## A stiffer crystal with a slower vibration

Press silicon carbide and its bonds get shorter and stiffer. A stiffer spring should vibrate faster, yet one vibration of the compressed crystal slows down. The table follows three vibrations of the hexagonal crystal in which all cells move alike (zone-centre modes), calculated in the local density approximation, from rest to 35 GPa. What are their frequencies at 7 and 3 GPa, where the results are left open?

Wurtzite-type SiC (P6_3mc, 4 atoms per cell), relaxed at each pressure with Ansatz 0.2.0: plane-wave PAW, scalar-relativistic LDA without spin polarisation, cutoff 420 eV, Gamma-centred 12×12×6 k mesh. Frequencies are those of zone-centre optical modes from linear response; only the highest longitudinal one includes the long-range electric field.

| volume per atom (Å³) | applied pressure (GPa) | lowest phonon frequency (cm⁻¹) | highest phonon frequency (cm⁻¹) | highest longitudinal frequency (cm⁻¹) |
| --- | --- | --- | --- | --- |
| 8.99 | 35 | 249.5 | 967.8 | 1105.2 |
| 9.47 | 18 | 254.2 | 910.5 | 1046.2 |
| 9.57 | 15 | 254.9 | 899.7 | 1034.8 |
| 9.82 | 8 | 256.5 | 873.1 | 1006.9 |
| 9.86 | 7 | ? | ? | ? |
| 10.02 | 3 | ? | ? | ? |
| 10.14 | 0 | 258.0 | 840.6 | 972.1 |

The highest phonon frequency behaves as a spring should. In this mode the carbon atoms move against each other along the hexagonal axis while silicon hardly moves, so bonds are stretched and squeezed. Its response is measured by the Grüneisen parameter $\gamma=-\mathrm{d}\ln\omega/\mathrm{d}\ln V$, with $\omega$ the angular frequency and $V$ the volume per atom. A single value, $\gamma=1.17$, describes all five known rows well: one per cent less volume raises the frequency by a little over one per cent.

The lowest phonon frequency falls instead, from 258.0 to 249.5 cm⁻¹, and the fall steepens. Its Grüneisen parameter is −0.18 between 0 and 8 GPa but −0.36 between 18 and 35 GPa. The calculated motion, available for the run at 18 GPa, shows why stiffer bonds help so little here. Silicon and carbon in one double layer slide sideways almost together, against the neighbouring double layers. The bonds that join the layers stand along the hexagonal axis, so the slide tilts them and hardly stretches them.

### Why tilting gets easier

A tilted bond is restored by the resistance of the bond angles to bending. Under pressure the bond also carries a load, and a loaded column that leans is pushed further over. This push subtracts from the sideways stiffness. The calculation doesn't separate the two contributions, so what follows is an argument from mechanics.

With two bonds per atom, the balance of forces gives $PV=\tfrac{2}{3}fd$, where $P$ is the pressure, $f$ the force along a bond and $d$ its length. The sideways stiffness lost is $f/d=3PV/(2d^2)$. At 35 GPa, $V=8.99$ Å³ corresponds to $d=1.80$ Å in an ideal tetrahedral crystal. The loss is then $3\times35\times8.99/(2\times1.80^2)\approx146$ GPa Å, or about 15 N/m.

This has to be compared with the stiffness at rest. A double layer has the mass $M$ of one silicon and one carbon atom per cell, 40.1 atomic mass units. One bond of stiffness $k$ ties it to the layer above and one to the layer below, and both neighbours move the opposite way, so $\omega^2=4k/M$. The 258.0 cm⁻¹ at rest then give $k\approx39$ N/m.

By this rough estimate the push at 35 GPa is a little over a third of the original stiffness, yet the squared frequency falls by only 6 %. In this picture the resistance to bending grows too and makes good most of the loss. The shift of the slow mode is a small difference between two large changes, while the fast mode feels mainly the stiffening.

The picture also accounts for the steepening. The resistance to bending is taken to grow as a power of the compression. What it gains with each further per cent of volume then rises by about 30 % between rest and 35 GPa. The pressure needed for each further per cent rises faster: the calculated bulk modulus grows by more than half. The push therefore gains on the bending. Related crystals fit this picture: in silicon, where bending is weak, the comparable sideways modes soften more strongly, and in diamond, where it is strong, they do not soften.

### The longitudinal mode

The highest longitudinal frequency contains an additional restoring force, the electric field set up when charged atoms move along the direction of the wave. Its transverse partner is a polar in-plane mode that is not in the table; the same runs put it at 801 cm⁻¹ at rest and 918 cm⁻¹ at 35 GPa. The squared frequency of this partner grows by 31 %, the electric term by only 25 %. The longitudinal mode therefore rises less steeply than its partner, with $\gamma=1.06$.

A little over half of the growth of the electric term comes from packing the same charges into 13 % more cells per volume. The rest comes from a larger effective charge and weaker screening by the electrons. This division restates a relation built into the calculation, so it explains the number without testing it.

### Forecast

For the two faster modes I use a power of the volume. For the lowest mode I use a power law for the bending and subtract the push, whose size is fixed by pressure and geometry. Each law has two constants, fitted to the five known rows.

| | 7 GPa | 3 GPa |
|---|---|---|
| lowest (cm⁻¹) | 256.5 ± 0.5 | 257.3 ± 0.5 |
| highest (cm⁻¹) | 868.7 ± 2 | 852.5 ± 2 |
| highest longitudinal (cm⁻¹) | 1002 ± 2 | 985 ± 2 |

All three frequencies should lie between their values at 0 and 8 GPa. The lowest should be higher at 3 than at 7 GPa, the other two lower. A constant negative Grüneisen parameter, drawn through the end rows, should come out too low for the lowest mode at both pressures. The ranges are about twice the scatter expected from the fits and the rounded volumes, and wider still for the highest mode. They refer to the calculation; a measured spectrum would differ further, through temperature and zero-point motion, through the error of the functional, and because these LDA runs used PAW datasets made for PBE.

### What the calculation gives

The withheld rows as computed:

| volume per atom (Å³) | applied pressure (GPa) | lowest phonon frequency (cm⁻¹) | highest phonon frequency (cm⁻¹) | highest longitudinal frequency (cm⁻¹) |
| --- | --- | --- | --- | --- |
| 9.86 | 7 | 256.7 | 869.2 | 1002.8 |
| 10.02 | 3 | 257.5 | 853.1 | 985.6 |

All six values fall within their ranges, and the expected order holds. The forecasts for the lowest mode are 0.2 cm⁻¹ too low at both pressures; those for the other two are too low by 0.5 to 0.7 cm⁻¹. The printed analysis below lists each miss.

That every miss has the same sign is largely an effect of rounding. The unrounded volumes are 9.857 Å³ at 7 GPa and 10.016 Å³ at 3 GPa, so the table rounds both up. At a given pressure each law gives a lower frequency for a larger volume, and all six forecasts are pulled down. For the highest mode the pull is 0.3 to 0.4 cm⁻¹, over half of each miss. The volumes of the fitted rows are rounded too, most of all at rest, where 10.1445 Å³ became 10.14. This probably adds to the misfit of the longitudinal law, which was already 0.5 cm⁻¹ too low at 8 GPa and 0.6 too high at rest.

The constant parameter is indeed too low for the lowest mode, by 0.7 cm⁻¹ at 7 GPa and 0.4 at 3 GPa. The second miss would have fitted inside my own range, so the stronger evidence against it is its error of about 1 cm⁻¹ at 15 and 18 GPa. Nor do the hits prove the loaded-column picture. Both pressures lie between known rows, and a straight line in the volume, drawn from the row at 8 GPa to the row at rest, would have come closer to all six values. The picture earns its place by giving the steepening fall a mechanical reason, with a push whose size was not adjusted.

Numerical output:

```
fit of log(highf) on 5 rows: constant 6.734 +/- 0.00018, coefficient of comp 1.169 +/- 0.0026; rms 0.000183, worst 9.82 -0.00027, leave-one-out rms 0.000288
  rows outside the fit (model, value, miss): 9.86 6.767, 6.768, -0.000546; 10.02 6.748, 6.749, -0.000671
fit of log(longf) on 5 rows: constant 6.88 +/- 0.0004, coefficient of comp 1.064 +/- 0.0059; rms 0.000407, worst 10.14 0.00058, leave-one-out rms 0.000933
  rows outside the fit (model, value, miss): 9.86 6.91, 6.911, -0.000711; 10.02 6.893, 6.893, -0.000542
fit of log(bend) on 5 rows: constant 11.11 +/- 0.0007, coefficient of comp 2.21 +/- 0.01; rms 0.000707, worst 10.14 0.00101, leave-one-out rms 0.00157
  rows outside the fit (model, value, miss): 9.86 11.17, 11.17, -0.00129; 10.02 11.13, 11.13, -0.00129
Forecasts and misses (forecast less computed) in cm-1:
    row  lowest      miss  lowest by rival  rival miss  highest  miss highest  longitudinal  miss longitudinal
   8.99   249.6    0.1002            249.5           0    967.8      0.008416          1106             0.4055
   9.47   254.2  -0.02514            253.1      -1.062    910.7        0.2009          1046            -0.1355
   9.57   254.8  -0.07137            253.9      -1.021    899.6       -0.1161          1034            -0.3646
   9.82   256.4   -0.1315            255.7     -0.7922    872.9       -0.2359          1006            -0.4684
   9.86   256.5   -0.1786              256     -0.7028    868.7       -0.4748          1002            -0.7131
  10.02   257.3   -0.1713            257.1     -0.3534    852.5       -0.5724         985.1            -0.5338
  10.14   258.1    0.1306              258           0    840.7        0.1428         972.7             0.5643
Scatter expected at 7 GPa for the lowest mode (leave-one-out and volume rounding), cm-1: 0.267
Scatter expected at 7 GPa for the highest mode, cm-1: 0.5725
Scatter expected at 7 GPa for the longitudinal mode, cm-1: 1.08
Grueneisen parameter of the lowest mode between 0 and 8 GPa: -0.1818
Grueneisen parameter of the lowest mode between 18 and 35 GPa: -0.3588
Estimated sideways push at 35 GPa as share of the squared lowest frequency at rest, %: 37.02
Net change of the squared lowest frequency from 0 to 35 GPa, %: -6.481
Growth of the squared polar transverse frequency from 0 to 35 GPa, %: 31.46
Growth of the polar term (squared longitudinal less squared transverse), %: 24.6
Part of that growth from the smaller volume, %: 12.79
Part from the larger squared Born charge, %: 6.388
Part from the weaker electronic screening, %: 3.794
```
